A crystal of SrCd, cubic at the start, is stretched by a fraction $s$ along $x$ and shortened by the same fraction along $y$, while its length along $z$ is kept. The table gives the response from density functional theory in the local density approximation.

SrCd (CsCl type, a = 4.003 Å, not relaxed at this level) was strained by s along x and −s along y at fixed fractional coordinates. The calculations used Ansatz 0.2.0 with scalar-relativistic LDA, PAW, no spin polarisation, a 420 eV plane-wave cutoff, a 12×12×12 k mesh and 0.15 eV Gaussian smearing. Energies are free energies, and pressure is positive in compression.

| strain | energy change (meV/atom) | tensile stress along pattern (GPa) | pressure (GPa) |
| --- | --- | --- | --- |
| -0.15 | 94.7 | -7.10 | -1.64 |
| -0.075 | 20.5 | -3.58 | -1.97 |
| 0 | 0.0 | 0.00 | -2.12 |
| 0.0375 | 3.6 | 1.36 | -2.07 |
| 0.1125 | 52.0 | 5.27 | -1.84 |
| 0.1312 | 71.6 | 5.92 | -1.76 |

The strain column is $s$, and the energy change $E$ is counted per atom from the unstrained cell. The tensile stress along the pattern, $T$, is the tension along $x$ less the tension along $y$. The pressure $P$ is positive in compression, so its negative value at the start, $P_0=-2.12$ GPa, means that the unstrained cell is already being pulled on from all sides.

**(a) Use the row at 0.1125 to find a rule for the stress at any strain of the table. Where does the rule hold?**

*Solution.* Changing the sign of $s$ only exchanges the roles of $x$ and $y$, which are equivalent in a cube. The energy and the pressure must therefore be the same for $s$ and $-s$, while the stress changes sign. The six rows form a single curve in the size of the strain, and the simplest stress law with the right symmetry is a straight line through zero:

$$T = K s,\qquad K=\frac{5.27\ \text{GPa}}{0.1125}=46.8\ \text{GPa}.$$

In the other rows with strains of 0.075 or more in size, this line meets the computed stress to within 4 %. At 0.0375 it gives a stress 29 % above the computed one. In this calculation the crystal yields more easily in the first small step than it does later, and this soft start will matter again for the energy.

**(b) Turn the stress rule into a rule for the energy, and apply it to the strain of −0.15.**

*Solution.* The energy is the work done on the faces of the crystal. For a spring it would be half the force times the extension, the triangle under the straight line, and here that triangle is $\tfrac12 K s^2$ times the volume per atom, $V_0$. The crystal differs from the spring in one respect: it was under tension before the strain began.

A soap film in a square frame shows what this tension does. If the sides of the frame become $1+s$ and $1-s$, the area becomes $(1+s)(1-s)=1-s^2$. The film has shrunk, and because it is under tension its energy has gone down. The crystal likewise loses the fraction $s^2$ of its volume, and its initial tension thereby lowers the energy cost of the strain. The analogy ends there, for a film has no stiffness against a change of shape, and its tension stays constant while that of the crystal changes.

The same result follows from the forces. With tensions $\sigma_x$ and $\sigma_y$, the face that carries $\sigma_x$ has the relative area $1-s$, and the face that carries $\sigma_y$ has $1+s$. A small further strain $ds$ then costs

$$dE = V_0\left[(1-s)\,\sigma_x-(1+s)\,\sigma_y\right]ds = V_0\left[T - s\,(\sigma_x+\sigma_y)\right]ds .$$

At the start both tensions equal $-P_0$. If their sum is held at its starting value, $-2P_0$, and $T=Ks$ is inserted, integration gives

$$E = V_0\, s^2\left(\frac{K}{2}+P_0\right).$$

Since $P_0$ is negative, the second term lowers the energy. A cell compressed at the start would have a positive $P_0$, and for the same $K$ its strain would cost more than the triangle.

Now the numbers. The bracket is $23.4-2.1=21.3$ GPa, and one gigapascal acting on the volume of one atom, 32.07 Å³, amounts to 200 meV. The rule is therefore

$$E \approx 4260\, s^2\ \text{meV per atom}.$$

For $s=-0.15$ the square is 0.0225, which gives 96 meV per atom. The calculation gives 94.7, so the estimate is about 1 % too high. This row played no part in setting $K$, and no energy of the table entered the rule. The triangle alone would have given 105 meV, so the initial tension is a correction of about a tenth.

The shrinking volume is also a likely cause of the rise in pressure, because a cell that is less stretched in volume is pulled on less. By symmetry the change must begin with $s^2$, and the row at 0.1125 fixes its size:

$$P = P_0 + c\,s^2,\qquad c=\frac{-1.84+2.12}{0.1125^2}\ \text{GPa}\approx 22\ \text{GPa}.$$

This holds to within 0.03 GPa in every row. The constant $c$ should not be read as the bulk modulus, since the change of shape can itself alter the pressure in the same order of $s$.

**(c) Apply the energy rule to the strain of 0.0375. Explain the result, and state the range in which the rule can be used.**

*Solution.* The estimate is $4260\times0.0375^2\approx 6.0$ meV per atom, against a computed 3.6. The rule is now two thirds too high, although this row too was left out when $K$ was set. In absolute terms the miss is only 2.4 meV, and in no row does it exceed 3.5 meV.

The soft start accounts for this pattern. In the first step the computed stress runs below the straight line, and the area between the two is work that the rule counts but the crystal never required. By a strain of 0.075 the stress is back near the line, so little is added to the surplus afterwards. A nearly fixed surplus is a large part of a small energy and a small part of a large one.

The agreement at −0.15 looks better than the rule deserves. The mean tension in the $xy$ plane has halved by then, from 2.1 to about 1.05 GPa, so the rule takes off too much for it. When the falling tension is allowed for, the surplus lies between 2.4 and 3.7 meV in all the strained rows, while the energy itself grows more than twentyfold. At large strain the two errors partly cancel.

Why the crystal starts soft is less certain. After $s^2$, the next term that symmetry allows in a smooth energy curve is one in $s^4$. A fit of $s^2$ and $s^4$ to the energies of the five strained rows still gives 5.3 meV at 0.0375, so this term does not reproduce the start. One possible cause is electronic: strain splits bands that are degenerate in the cube, and electrons near the Fermi level can move into the lowered ones. An insufficiently dense sampling of those electrons by the k mesh could imitate the effect, and calculations with denser meshes and less smearing at small strain would be needed to tell the two apart. The smearing matters there: extrapolated to zero smearing, the energy at 0.0375 is 2.7 meV in place of 3.6. The stress also rises unevenly at large strain, by 0.65 GPa from 0.1125 to 0.1312 but by 1.18 GPa over the nearly equal step to 0.15. The work done by these stresses agrees with the energies of the three rows, so the unevenness belongs to the calculated energy curve and is not an error of the stresses alone. It too may come from the bands or from the mesh.

For use, the range divides as follows.

- **Strains from about 0.11 to 0.15 in size:** stress and energy are both good to about 4 % of the computed values.
- **Around 0.075:** the stress is still good to 2 %, but the energy is 17 % too high.
- **Below that:** the rule should not be relied on. At 0.0375 its energy is two thirds too high, and smaller strains were not computed. Half of $K$ should not be quoted as the difference of elastic constants $C_{11}-C_{12}$, because the stress at 0.0375 would give 18 GPa in place of 23, and the value at vanishing strain may be lower still.
- **Beyond 0.15:** the rule should not be used. The computed stress is still rising at the last point, so the table does not show where the crystal would give way, and a straight line cannot foretell it.

A further limit concerns comparison with a real sample. The starting cell was not relaxed, and its tension belongs to this cell and this functional, used here with atomic datasets made for another one. In a sample free of stress the term with $P_0$ drops out, and $K$ has to be determined afresh at the new volume. The output that follows lists the estimates and their misses for every row.

Output of the analysis:

```
stiffness K from the 0.1125 row, GPa: 46.84
stress over strain at 0.0375, GPa: 36.27
lowest stress over strain from 0.075 upwards, GPa: 45.12
highest stress over strain from 0.075 upwards, GPa: 47.73
energy per atom for 1 GPa of energy density, meV: 200.2
energy coefficient of the rule, meV per atom: 4264
energy coefficient without the tension term, meV per atom: 4688
pressure coefficient c, GPa: 22.12
simple tension deduction at -0.15, meV per atom: 9.548
rule against table:
     row  stress rule GPa  stress miss %  energy rule meV  energy miss meV  energy miss %  pressure rule GPa  pressure miss GPa
   -0.15           -7.027         -1.033            95.94            1.239          1.309             -1.622            0.01778
  -0.075           -3.513         -1.862            23.98            3.485             17             -1.996           -0.02556
     0.0                0              0                0                0              0              -2.12                  0
  0.0375            1.757          29.17            5.996            2.396          66.56             -2.089           -0.01889
  0.1125             5.27              0            53.97            1.966           3.78              -1.84                  0
  0.1312            6.146          3.817             73.4            1.797           2.51             -1.739            0.02082
fit of energy_change on 5 rows (ab > 0): coefficient of e2 3766 +/- 202, coefficient of e4 20805 +/- 10474; rms 1.14, worst 0.0375 1.74, leave-one-out rms 2.42
  rows outside the fit (model, value, miss): 0.0 0, 0, 0
parts of the error:
     row  mean in-plane tension GPa  deduction with falling tension meV  energy excess left meV  energy at zero smearing meV  quartic fit meV
   -0.15                      1.051                               7.142                   3.645                        94.17            95.28
  -0.075                      1.778                               2.194                   3.677                        19.59            21.84
     0.0                      2.115                                   0                       0                            0                0
  0.0375                      2.007                              0.5809                   2.412                        2.689            5.338
  0.1125                      1.499                               4.584                   2.752                        51.82               51
  0.1312                      1.331                               5.944                   3.158                         71.3               71
```
